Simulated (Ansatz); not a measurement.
## SrC₂: the change of energy above lowest point with volume scale

All results are calculated (Ansatz 0.2.0). Free energy against uniform scaling of the volume at fixed shape and fractions; periodic cell, basis, potentials, k mesh and filling as listed.

The cell before it is scaled or strained (space group I4/mmm, No. 139):
```
SrC2
1.0
     -2.0572     2.0572     3.3830
      2.0572    -2.0572     3.3830
      2.0572     2.0572    -3.3830
Sr C
1 2
Direct
  0.00000 0.00000 0.00000
  0.41200 0.41200 0.00000
  0.58800 0.58800 0.00000
```

Settings of every row: functional PBEsol; dispersion none; potentials PAW; wave cutoff 450 eV; density cutoff 1800 eV; k mesh 6x6x6; k shift 0x0x0; occupations fixed; smearing width 0 eV; spin none.

```csv
row,volume scale,V (Å³/atom),energy above lowest point (meV/atom)
1,0.88,16.799,184.7
2,0.92,17.562,104.3
3,0.96,18.326,49.8
4,1,19.089,16.5
5,1.04,19.853,0.9
6,1.08,20.617,0
7,1.12,21.38,?
```

Question: what energy above lowest point should row 7 give?

Worked fit of energy above lowest point. Take u = (V_r/V)^(2/3) − 1 with V_r = 18.707 Å³ an atom, which is twice the finite (Eulerian) strain; such expansions in the strain, on which the Birch-Murnaghan equation of state is built, carry the rest volume and the bulk modulus. The shown rows have u = 0.07435, 0.04301, 0.01381, -0.01339, -0.03886, -0.06276. Least squares give energy above lowest point = 30.75 + 1214.1 × u + 11525 × u² meV/atom; a straight line predicts inner rows, each left out in turn, worse (root mean square 21 against 0.099 meV/atom). The rows lie off it by 0.0, 0.0, 0.1, -0.1, -0.1, 0.1. Its lowest point lies at u = -0.0527, or V = 20.29 Å³ an atom, and the curvature there gives the bulk modulus at fixed shape and fractions, B = (4/9)(1 + u)² E″(u)/V = 72.6 GPa. Letting shape and atoms relax would as a rule lower it, by much in layered, chain or molecular crystals. The withheld row has u = -0.08519, so the fit gives 30.75 + 1214.1 × (-0.08519) + 11525 × (-0.08519)² = 11.0 meV/atom.

The calculation gave 11.4 meV/atom. The fit lies 0.4 meV/atom (3.5 % of the value, 0.22 % of the column's range) below it; its largest miss of a shown row is 0.1 meV/atom. This row lies beyond the range of the fit.
